# Trapping-detrapping balance: hot-electron filling, high-field emptying

In substrate hot-electron (SHE) injection, electrons from a buried injector are accelerated across the depletion layer of an inverted nMOSFET and pass over the Si/SiO$_2$ barrier. The injector sets the oxide current density $J$ and the gate sets the oxide field $E$, independently. We fill electron traps at low field, then raise the field at the same $J$ and ask how much threshold shift is left.

## Rate equation

Let $f$ be the occupied fraction of one kind of trap and $q>0$ the elementary charge. Cross sections are defined per unit of injected flux: an empty trap captures at rate $\sigma_c J/q$, and a filled trap is ionised by a passing hot electron at rate $\sigma_i J/q$. Any ratio of thermal to drift velocity is absorbed in them. A filled trap also emits on its own at rate $e_n$:

$$\frac{df}{dt}=\frac{J}{q}\left[\sigma_c(1-f)-\sigma_i f\right]-e_n f .$$

For constant $J$ and constant local field, with fluence $N_{inj}=Jt/q$,

$$f=f_\infty+(f_0-f_\infty)\,e^{-\Sigma N_{inj}},\qquad \Sigma=\sigma_c+\sigma_i+\frac{q e_n}{J},\qquad f_\infty=\frac{\sigma_c}{\Sigma}.$$

With $e_n=0$, $f_\infty=\sigma_c/(\sigma_c+\sigma_i)$ contains no $J$. It is a function of field only, provided the electrons have travelled far enough in the oxide (typically a few nm) for the field to fix their energy distribution. With emission, $1/f_\infty=1+\sigma_i/\sigma_c+(q e_n/\sigma_c)/J$ is linear in $1/J$. Fowler-Nordheim (FN) injection cannot test this, because there $J$ is tied to $E$.

## Model inputs

- Oxide thickness $t_{ox}=20$ nm, $\varepsilon_{ox}=3.9\,\varepsilon_0$ (typical), $T=300$ K.
- Neutral traps, $N_T=10^{12}$ cm$^{-2}$, in a sheet $x=10$ nm from the gate.
- $\sigma_c=2\times10^{-17}\,\mathrm{cm^2}\;e^{-E/(4\ \mathrm{MV/cm})}$.
- $\sigma_i=2\times10^{-15}\,\mathrm{cm^2}\;e^{-(42\ \mathrm{MV/cm})/E}$.
- Trap depth $\Phi=3$ eV, attempt rate $\nu=10^{12}$ s$^{-1}$, tunnelling mass $m^*=0.5\,m_e$ (typical).
- Fill: $E_0=2$ MV/cm, 3000 s. Empty: $E_0=7$ MV/cm, $10^4$ s. Both at $J=10^{-5}$ A/cm$^2$, held by feedback on the injector.

$E_0=V_{ox}/t_{ox}$ is the mean field, fixed by the gate bias (4 V and 14 V across the oxide). $\sigma_c$ was placed in the range typical of neutral traps, $10^{-18}$ to $10^{-17}$ cm$^2$. The forms of both cross sections, $N_T$, $\Phi$ and $\nu$ are illustrative, chosen so that all three rates compete at 7 MV/cm. All results below are the model's.

The shift is $\Delta V_T=qN_Tf\,x/\varepsilon_{ox}$, positive for trapped electrons.

## Estimate by hand

A full sheet gives $1.6\times10^{-7}$ C/cm$^2$ divided by $3.5\times10^{-13}$ F/cm, times $10^{-6}$ cm, about 0.5 V. The flux $J/q$ is about $6\times10^{13}$ cm$^{-2}$s$^{-1}$.

**Fill.** The fluence is about $2\times10^{17}$ cm$^{-2}$ and $\sigma_c\approx1\times10^{-17}$ cm$^2$, so $\sigma_cN_{inj}\approx2$. The electrons are too cool to ionise anything. Call the traps full.

**Empty.** With $e^{1.75}\approx6$ and $e^{6}\approx4\times10^{2}$, $\sigma_c\approx3\times10^{-18}$ and $\sigma_i\approx5\times10^{-18}$ cm$^2$. A 3 eV trap lies more than a hundred $k_BT$ deep, so drop emission. Take the field as $E_0$ everywhere. Then

$$f_\infty\approx\tfrac{3}{8}\approx0.4,\qquad \Delta V_T\approx0.2\ \mathrm{V},\qquad \tau\approx\frac{1}{8\times10^{-18}\cdot6\times10^{13}}\approx2\times10^{3}\ \mathrm{s}.$$

## Careful calculation

**Local fields.** Gauss's law gives $E_+-E_-=qN_Tf/\varepsilon_{ox}$ between the gate (anode) side and the silicon (cathode) side, and the bias fixes $E_-(t_{ox}-x)+E_+x=E_0t_{ox}$. Hence $E_-=E_0-(qN_Tf/\varepsilon_{ox})\,x/t_{ox}$, and for the mid-oxide sheet

$$E_\pm=E_0\pm\delta f,\qquad \delta=\frac{qN_T}{2\varepsilon_{ox}}=0.232\ \mathrm{MV/cm}.$$

A full sheet gives $\Delta V_T=0.464$ V. Electrons arrive through the cathode side, so $\sigma_c$ and $\sigma_i$ take $E_-$. A trapped electron tunnels out towards the gate, so $e_n$ takes $E_+$.

**Emission.** Thermal emission is indeed nil, since $\Phi/k_BT=116$. The field, however, tilts the conduction band down to the trap level within $\Phi/qE=4.3$ nm at 7 MV/cm. The WKB exponent of this triangular barrier gives

$$e_n=\nu e^{-B_t/E},\qquad B_t=\frac{4\sqrt{2m^*}\,\Phi^{3/2}}{3\hbar q}=251\ \mathrm{MV/cm},$$

which we round to 250 MV/cm.

**Fill.** The dose is 0.03 C/cm$^2$, or $N_{inj}=1.87\times10^{17}$ cm$^{-2}$. At 2 MV/cm, $\sigma_c=1.21\times10^{-17}$ cm$^2$, $\sigma_i=1.5\times10^{-24}$ cm$^2$, and $e_n$ is below $10^{-30}$ s$^{-1}$, so only capture counts. The falling cathode field multiplies $\sigma_c$ by $e^{kf}$ with $k=\delta/(4\ \mathrm{MV/cm})=0.058$. Separating variables from $f=0$,

$$\sigma_c(E_0)N_{inj}=\int_0^{f_1}\frac{e^{-ku}}{1-u}\,du=e^{-k}\left[\mathrm{Ei}(k)-\mathrm{Ei}\big(k(1-f_1)\big)\right],$$

with Ei the exponential integral. The left side is 2.27, which gives $f_1=0.905$ (0.897 for $k=0$) and $\Delta V_T=0.42$ V.

**Empty.** The steady state solves $f=\sigma_c(E_-)/\Sigma(f)$. At the root $E_-=6.945$ and $E_+=7.055$ MV/cm. Cross sections are in $10^{-18}$ cm$^2$:

| | $\sigma_c$ | $\sigma_i$ | $e_n$ ($10^{-4}$ s$^{-1}$) | $qe_n/J$ | $\Sigma$ | $f_\infty$ |
|---|---|---|---|---|---|---|
| at $E_0$, no emission | 3.48 | 4.96 | – | – | 8.43 | 0.412 |
| at $E_0$, emission | 3.48 | 4.96 | 3.09 | 4.95 | 13.38 | 0.260 |
| local fields, emission | 3.52 | 4.73 | 4.08 | 6.54 | 14.79 | 0.238 |

The model leaves $\Delta V_T=0.11$ V.

**Approach to the steady state.** Write $df/dN_{inj}=G(f)=\sigma_c-\Sigma f$. Near the root the decay constant is $-G'(f_\infty)=16.2\times10^{-18}$ cm$^2$, larger than $\Sigma$ because extra charge speeds its own emission. This gives $\tau=0.99\times10^{3}$ s. The decay is not a single exponential: at $f_1$ the anode field raises $e_n$ by a factor 2.8 over its value at $E_0$. Between $f_\infty$ and $f_1$, $\Sigma$ rises with $f$ and $\sigma_c/\Sigma$ falls, so $f-f_\infty$ decays at least as fast as $e^{-\Sigma(f_\infty)N_{inj}}$. After $10^4$ s ($6.24\times10^{17}$ cm$^{-2}$) this bound is below $10^{-4}$, and the fill level is forgotten.

**Current dependence** at $E_0=7$ MV/cm with local fields:

| $J$ (A/cm$^2$) | $10^{-6}$ | $10^{-5}$ | $10^{-4}$ | $J\to\infty$ |
|---|---|---|---|---|
| $f_\infty$ | 0.057 | 0.238 | 0.399 | 0.440 |

## Why the two differ

The hand value of 0.2 V is 1.8 times the careful one. The ratio splits into three factors.

1. **Rounding, 1.05.** The unrounded hand model gives 0.19 V. The voltage was rounded up and $3/8$ was rounded up, while $\sigma_c$ was rounded down, so the roundings partly cancel. Calling the traps full costs nothing here, because $f_\infty$ does not depend on $f_0$. It matters only for the filled state, 0.5 V against 0.42 V.
2. **Emission, 1.59.** At fixed field this factor is $1+J^*/J$ with $J^*=qe_n/(\sigma_c+\sigma_i)=5.9\times10^{-6}$ A/cm$^2$. The estimate tested the trap depth against $k_BT$ and missed the tunnelling path. The right test compares $e_n$ with $(\sigma_c+\sigma_i)J/q$, whose inverse is $1.9\times10^{3}$ s. SHE currents are small, so a rate of roughly one event per hour competes.
3. **Space charge, 1.09.** The field step raises $e_n$ by a factor 1.32, lowers $\sigma_i$ by 4.7 % and raises $\sigma_c$ by 1.4 %. The logarithmic field slope $B/E^2$ is steeper for tunnelling than for ionisation in about the ratio 250 to 42, so emission wins. Without emission the sign reverses and $f_\infty$ rises from 0.412 to 0.440, so this factor depends on the order in which the corrections are applied.

The same terms halve $\tau$, since the decay constant goes from 8.43 to 16.2 in units of $10^{-18}$ cm$^2$.

## What limits the careful number

- **Discrete charge.** At the root the filled traps are about $(N_Tf)^{-1/2}=20$ nm apart, much more than the tunnelling distance. The smeared sheet gives the average field over random positions, not the field at a given trap, so factor 3 is uncertain by about its own size. Read the result as 0.11 to 0.12 V.
- **Trap depth.** A change of 0.1 eV in $\Phi$ changes $e_n$ by a factor of about 6, which acts like the same factor in $1/J$. Factor 2 is therefore a property of the chosen inputs. A real oxide has a spread of depths and cross sections, and the shallow traps empty first.
- **FN current.** With typical coefficients, $J_{FN}=AE^2e^{-B/E}$, $A\approx1.25\times10^{-6}$ A/V$^2$ and $B\approx240$ MV/cm, it is $8\times10^{-8}$ A/cm$^2$ at 7 MV/cm. That is under 1 % of our $J$ but 8 % at $10^{-6}$ A/cm$^2$.
- **Trap generation.** An assumed yield of $10^{-7}$ new traps per electron adds $6\times10^{10}$ cm$^{-2}$ during emptying, 6 % of $N_T$. At $10^{-6}$ it would rival factor 2. Trapped holes, which offset $\Delta V_T$, are also left out. A second fill at 2 MV/cm shows whether $N_T$ has grown.

To separate the channels on a wafer, repeat the emptying at several $J$. At fixed local field, $1/\tau=(\sigma_c+\sigma_i)J/q+e_n$ is a straight line in $J$ with intercept $e_n$, and $f_\infty$ then splits the slope into $\sigma_c$ and $\sigma_i$.